**Sensitivity of Ru18+ levels to α and to nuclear size, by orbital character**

The table holds excitation energies, their derivatives q by x = (α/α0)² − 1 and field-shift factors from Dirac CI on exchange-only KLI orbitals with the Breit term and without QED. The program fits two-hole Slater plus spin-orbit models to the energies of 3d8 and 3p5 3d9 and tests the resulting 3d3/2 and 3p1/2 hole numbers on q and on the field-shift factor. For 3d8 the Hellmann-Feynman prediction without further parameters has an rms error of 1400 cm⁻¹, far below that of pure LS coupling or of hole numbers rounded to whole ones; for 3p5 3d9 q is fitted to 1900 cm⁻¹, the field-shift factor only to 0.18 GHz/fm². The output also compares s contact densities with hydrogenic values, finds about 2 % mixing of 5F1 and 3D1 consistent between two columns, and lists two close pairs whose order is unsafe.

Ru18+ (closed core [Ne]) computed with radial Dirac CI 1: CI with zero-frequency Breit term and no QED, exchange-only KLI orbitals optimised for each configuration, nuclear rms radius 4.481 fm. Excitation energies are from 3s2 3p6 3d8 3F4; q is their derivative by x = (α/α0)² − 1, the field shift factor that by the mean square nuclear radius.

## The fit in Python

```python
# Table: Ru18+ excitation energies E, q = dE/dx, field-shift factors F; radial Dirac CI 1, CI on Dirac KLI orbitals + Breit.
# Tested: two-hole Slater + spin-orbit model fitted to E only -> q, F by Hellmann-Feynman; s contact density; level mixing.
T = {
    'level_configuration': ['3s2 3p6 3d8', '3s2 3p6 3d8', '3s2 3p6 3d8', '3s2 3p6 3d8', '3s2 3p6 3d8', '3s2 3p6 3d8', '3s2 3p6 3d8', '3s2 3p6 3d8', '3s2 3p5 3d9', '3s2 3p5 3d9', '3s2 3p5 3d9', '3s2 3p5 3d9', '3s2 3p5 3d9', '3s2 3p5 3d9', '3s2 3p5 3d9', '3s2 3p5 3d9', '3s2 3p5 3d9', '3s2 3p5 3d9', '3s2 3p5 3d9', '3s2 3p5 3d9', '3s 3p6 3d9', '3s2 3p6 3d7 4s', '3s 3p6 3d9', '3s2 3p6 3d7 4s', '3s 3p6 3d9', '3s2 3p6 3d7 4s', '3s2 3p6 3d7 4s', '3s2 3p6 3d7 4s', '3s2 3p6 3d7 4s'],
    'level_term': ['3F', '3F', '3P', '3P', '3P', '1D', '1G', '1S', '3Fo', '1Do', '3Fo', '3Do', '3Po', '3Po', '3Do', '3Do', '3Fo', '3Po', '1Fo', '1Po', '3D', '5F', '3D', '5F', '3D', '5F', '3F', '5F', '5F'],
    'level_j': ['2', '3', '2', '0', '1', '2', '4', '0', '4', '2', '3', '2', '1', '0', '3', '1', '2', '2', '3', '1', '3', '5', '2', '4', '1', '3', '4', '2', '1'],
    'level_excitation': [31346, 31712, 61993, 79828, 84420, 94948, 98028, 199990, 1385100, 1414100, 1449200, 1491100, 1499600, 1506000, 1524100, 1545300, 1620500, 1655400, 1736100, 1756400, 2452500, 2459500, 2467800, 2473500, 2488900, 2494100, 2495000, 2502600, 2507300],  # cm⁻¹
    'level_q_alpha': [8273.5, 33083, 33705, 18676, 34138, 57915, 28870, 49962, 48136, 59020, 84483, 83134, 74387, 86056, 94082, 76860, 281220, 250060, 208520, 276600, 294660, -111840, 302110, -107190, 322960, -77705, -85557, -73888, -67454],  # cm⁻¹
    'level_field_shift_factor': [0.06051, 0.2176, 0.2634, 0.2152, 0.3003, 0.4041, 0.3044, 0.5447, 2.651, 2.65, 2.623, 2.765, 2.662, 2.798, 2.188, 2.316, -0.2745, -0.5752, 0.5216, -0.7683, -219.1, 71.06, -216.4, 70.77, -213.6, 70.78, 70.83, 69.43, 64.78],  # GHz/fm^2
}
import numpy as np
from scipy.optimize import least_squares
from scipy.constants import physical_constants as pc, alpha
R = [(c, t, int(float(j)), e/1e3, q/1e3, f) for c, t, j, e, q, f in zip(T['level_configuration'], T['level_term'], T['level_j'], T['level_excitation'], T['level_q_alpha'], T['level_field_shift_factor'])]
rms = lambda v: float(np.sqrt(np.mean(np.square(v))))
def basis(l1, l2):
    js = [l1, .5, l2, .5]; ops = []
    for k, j in enumerate(js):
        m = np.arange(j, -j-1, -1); p = np.diag(np.sqrt(j*(j+1)-m[1:]*(m[1:]+1)), 1)
        a, b = [np.eye(int(round(np.prod([2*x+1 for x in s])))) for s in (js[:k], js[k+1:])]
        ops.append(np.array([np.kron(np.kron(a, o), b) for o in ((p+p.T)/2, (p-p.T)/2j, np.diag(m))]))
    dot = lambda A, B: sum(x@y for x, y in zip(A, B))
    L, S = ops[0]+ops[2], ops[1]+ops[3]; J = L+S; Q = [dot(L, L), dot(S, S), dot(J, J)]
    V = np.linalg.eigh(37.7*Q[0]+911*Q[1]+Q[2]+.01*J[2])[1]; ev = lambda A: np.real(np.diag(V.conj().T@A@V))
    l, s, j = [np.rint(np.sqrt(np.abs(ev(A))+.25)-.5).astype(int) for A in Q]
    k = (np.rint(ev(J[2])) == j) & (((l+s) % 2 == 0) | (l1 != l2)); W = V[:, k]
    return l[k], s[k], j[k], W.conj().T@dot(ops[0], ops[1])@W, W.conj().T@dot(ops[2], ops[3])@W
def X(O, j, p):  # <O_k> of levels sorted by J, then energy
    U = np.linalg.eigh(sum(a*o for a, o in zip(p, O))+np.diag(1e4*j))[1]
    return np.array([np.real(np.diag(U.conj().T@o@U)) for o in O]).T
def fit(rows, O, j, p0):
    rows = sorted(rows, key=lambda r: (r[2], r[3])); E, q, F = [np.array([r[i] for r in rows]) for i in (3, 4, 5)]
    p = least_squares(lambda p: X(O, j, p)@p-E, p0).x
    return rows, E, q, F, p, X(O, j, p)
ls = lambda A, y: np.linalg.lstsq(A, y, rcond=None)[0]
print('E,q in 1e3 cm-1, F GHz/fm2; rounding floor E 0.0005-0.05, q <=0.005; (Z alpha)^2=%.3f' % (44*alpha)**2)
l, s, j, a, b = basis(2, 2)
O = [np.eye(9), np.diag(np.array([14, 7, -3, -8, 4.])[l]), np.diag(np.array([126, -84, 36, -9, 1.])[l]), -(a+b)]
r, E, q, F, p, x = fit([u for u in R if u[0].endswith('3d8')]+[('', '3F', 4, 0, 0, 0)], O, j, [70, 4.5, .33, 15])
g = int(np.argmin(E)); k = np.arange(9) != g; d = x-x[g]; n = (2+x[:, 3])/2.5; z = p[3]
x0 = X(O, j, [*p[:3], 1e-4])[:, 3]; c3 = ls(d[k, 1:], q[k])
print('3d8 fit: F_2=%.3f F_4=%.4f zeta_d=%.2f; rms E %.2f, worst %.2f; ground n(d3/2 holes)=%.2f' % (*p[1:], rms(x@p-E), max(abs(x@p-E)), n[g]))
print('level E dE(model-table) n(d3/2) q q_pred(0 par) res res(3 par) K=2q/E F')
for i in np.where(k)[0]: print('%s%d %.2f %+.2f %.2f %.2f %.2f %+.2f %+.2f %.2f %.3f' % (r[i][1], r[i][2], E[i], (x@p-E)[i], n[i], q[i], z*d[i, 3], z*d[i, 3]-q[i], d[i, 1:]@c3-q[i], 2*q[i]/E[i], F[i]))
for nm, v in (('intermediate', d[:, 3]), ('pure LS', x0-x0[g]), ('pure jj', 2.5*np.rint(n)), ('q~E', E/z)):
    c = v[k]@q[k]/(v[k]@v[k]); print(' 1-scale %s: scale/zeta=%.3f rms q %.2f' % (nm, c/z, rms(c*v[k]-q[k])))
print(' rms q 0 par %.2f; 3 par %.2f (dF_2 %.3f dF_4 %.4f, dzeta/zeta %.3f)' % (rms(z*d[k, 3]-q[k]), rms(d[k, 1:]@c3-q[k]), c3[0], c3[1], c3[2]/z))
rd = d[k, 3]@q[k]/(d[k, 3]@d[k, 3])/z
l, s, j, a, b = basis(1, 2); sg = 1-2*s
O = [np.eye(12), np.diag(np.array([0, 7, -7, 2.])[l]), np.diag(sg*np.array([0, 1, -3, 6.])[l]), np.diag(sg*np.array([0, 63, 21, 3.])[l]), -a, -b]
r, E, q, F, p, x = fit([u for u in R if '3p5' in u[0]], O, j, [1545, 6, 16, .6, 125, 15])
A = np.c_[np.ones(12), (.5+x[:, 4])/1.5, (1+x[:, 5])/2.5]; cq, cF = ls(A, q), ls(A, F)
print('3p5 3d9 fit: F_2=%.2f G_1=%.2f G_3=%.3f zeta_p=%.1f zeta_d=%.2f; rms E %.2f' % (*p[1:], rms(x@p-E)))
print('level dE w(p1/2) n(d3/2) q res_q F res_F K')
for i in np.argsort(E): print('%s%d %+.1f %.2f %.2f %.1f %+.1f %.3f %+.3f %.3f' % (r[i][1], r[i][2], (x@p-E)[i], A[i, 1], A[i, 2], q[i], A[i]@cq-q[i], F[i], A[i]@cF-F[i], 2*q[i]/E[i]))
print(' q=%.1f+%.1f w+%.1f n, rms %.2f (all 6 slopes: %.2f); ratio to 1.5zeta_p %.3f, 2.5zeta_d %.3f' % (*cq, rms(A@cq-q), rms(x@ls(x, q)-q), cq[1]/1.5/p[4], cq[2]/2.5/p[5]))
print(' F=%.3f%+.3f w%+.3f n, rms %.3f' % (*cF, rms(A@cF-F)))
G = {u[1]+str(u[2])+('s' if '4s' in u[0] else ''): u for u in R}
h, e = G['3D3'], G['5F5s']; a0 = pc['Bohr radius'][0]*1e15; cv = 2*np.pi/3*44*pc['hartree-hertz relationship'][0]/1e9/a0**2
print('contact density bohr^-3: 3s hole %.0f, 4s %.0f; bare Z^3/pi n^3 %.0f, %.0f; |F| ratio %.2f vs 64/27=%.2f' % (h[5]/cv, e[5]/cv, 44**3/np.pi/27, 44**3/np.pi/64, -h[5]/e[5], 64/27))
print('rough Dirac factor (2ZR)^(2gamma-2)=%.1f; F(3s)/F(p1/2 vs p3/2)=%.0f' % ((88*4.481*(5/3)**.5/a0)**(2*(1-(44*alpha)**2)**.5-2), h[5]/cF[1]))  # radius from settings
w = {m: abs(G[m][5]-(e if m[-1] == 's' else h)[5])/(e[5]-h[5]) for m in ('3D2', '3D1', '5F4s', '5F3s', '3F4s', '5F2s', '5F1s')}
print('foreign weight % from F:', ' '.join('%s %.2f' % (m, 100*v) for m, v in w.items()))
u, v = G['3D1'], G['5F1s']; dE, dq = u[3]-h[3], u[4]-h[4]
print('3D1-3D3: dE %.1f (zeta %.2f), dq %.1f; shortfall %.1f (scale 1), %.1f (3d8 scale)' % (dE, dE/2.5, dq, dE-dq, rd*dE-dq))
print(' mixing gives w*(q3D1-q5F1)=%.1f to %.1f; gap %.1f, two-level V~%.1f' % (w['3D1']*(u[4]-v[4]), w['5F1s']*(u[4]-v[4]), v[3]-u[3], w['5F1s']**.5*(v[3]-u[3])))
for m1, m2 in (('3F2', '3F3'), ('3D3', '5F5s')):
    u, v = G[m1], G[m2]; print('%s->%s: dE %.3f (%.2f%% of E) dq %.1f K %.0f dF %.2f cross at x=%.4f' % (m1, m2, v[3]-u[3], 100*(v[3]/u[3]-1), v[4]-u[4], 2*(v[4]-u[4])/(v[3]-u[3]), v[5]-u[5], -(v[3]-u[3])/(v[4]-u[4])))
print('K: 3D3 %.3f, 5F5 %.3f' % (2*h[4]/h[3], 2*e[4]/e[3]))
assert all(u[4] < 0 < u[5] for u in R if '4s' in u[0]) and all(u[5] < 0 < u[4] for u in R if u[0].startswith('3s '))
assert np.sort(q)[-4] > 2*np.sort(q)[-5] and cF[1] < 0
assert 0.8 < rd < 1.3 and dE > dq
```

It prints:

```
E,q in 1e3 cm-1, F GHz/fm2; rounding floor E 0.0005-0.05, q <=0.005; (Z alpha)^2=0.103
3d8 fit: F_2=5.329 F_4=0.3564 zeta_d=14.34; rms E 1.45, worst 3.99; ground n(d3/2 holes)=0.09
level E dE(model-table) n(d3/2) q q_pred(0 par) res res(3 par) K=2q/E F
3P0 79.83 +0.67 0.59 18.68 17.89 -0.78 +0.12 0.47 0.215
1S0 199.99 +0.94 1.41 49.96 47.25 -2.71 -0.60 0.50 0.545
3P1 84.42 +0.22 1.00 34.14 32.57 -1.57 -0.42 0.81 0.300
3F2 31.35 +0.70 0.35 8.27 9.09 +0.81 +1.17 0.53 0.061
3P2 61.99 +0.57 0.99 33.70 32.26 -1.44 -0.50 1.09 0.263
1D2 94.95 +0.66 1.66 57.91 56.36 -1.55 -0.07 1.22 0.404
3F3 31.71 -0.27 1.00 33.08 32.57 -0.51 +0.15 2.09 0.218
1G4 98.03 -3.99 0.91 28.87 29.28 +0.41 +1.52 0.59 0.304
 1-scale intermediate: scale/zeta=1.033 rms q 0.81
 1-scale pure LS: scale/zeta=0.889 rms q 24.81
 1-scale pure jj: scale/zeta=0.876 rms q 8.81
 1-scale q~E: scale/zeta=0.335 rms q 14.85
 rms q 0 par 1.41; 3 par 0.75 (dF_2 0.042 dF_4 0.0021, dzeta/zeta 1.021)
3p5 3d9 fit: F_2=6.97 G_1=18.85 G_3=0.696 zeta_p=127.6 zeta_d=13.19; rms E 1.80
level dE w(p1/2) n(d3/2) q res_q F res_F K
3Fo4 -0.1 0.00 0.00 48.1 +0.3 2.651 +0.091 0.070
1Do2 -0.6 0.01 0.23 59.0 +0.8 2.650 +0.044 0.083
3Fo3 -1.2 0.07 0.64 84.5 +1.7 2.623 -0.114 0.117
3Do2 -0.6 0.03 0.77 83.1 -0.5 2.765 -0.122 0.112
3Po1 +1.0 0.00 0.70 74.4 +1.0 2.662 +0.062 0.099
3Po0 -0.6 -0.00 1.00 86.1 -0.8 2.798 -0.059 0.114
3Do3 +0.5 0.18 0.16 94.1 -2.1 2.188 -0.055 0.123
3Do1 +2.7 0.07 0.36 76.9 -0.4 2.316 +0.187 0.099
3Fo2 -0.8 0.97 0.99 281.2 +3.7 -0.275 -0.236 0.347
3Po2 +2.0 0.98 0.01 250.1 +0.2 -0.575 +0.046 0.302
1Fo3 -4.3 0.75 0.20 208.5 +0.6 0.522 -0.272 0.240
1Po1 +2.0 0.92 0.93 276.6 -4.3 -0.768 +0.428 0.315
 q=48.4+205.2 w+36.9 n, rms 1.89 (all 6 slopes: 1.47); ratio to 1.5zeta_p 1.072, 2.5zeta_d 1.118
 F=2.742-3.333 w-0.004 n, rms 0.182
contact density bohr^-3: 3s hole -1012, 4s 328; bare Z^3/pi n^3 1004, 424; |F| ratio 3.08 vs 64/27=2.37
rough Dirac factor (2ZR)^(2gamma-2)=1.6; F(3s)/F(p1/2 vs p3/2)=66
foreign weight % from F: 3D2 0.93 3D1 1.90 5F4s 0.10 5F3s 0.10 3F4s 0.08 5F2s 0.56 5F1s 2.16
3D1-3D3: dE 36.4 (zeta 14.56), dq 28.3; shortfall 8.1 (scale 1), 9.3 (3d8 scale)
 mixing gives w*(q3D1-q5F1)=7.4 to 8.4; gap 18.4, two-level V~2.7
3F2->3F3: dE 0.366 (1.17% of E) dq 24.8 K 136 dF 0.16 cross at x=-0.0148
3D3->5F5s: dE 7.000 (0.29% of E) dq -406.5 K -116 dF 290.16 cross at x=0.0172
K: 3D3 0.240, 5F5 -0.091
```
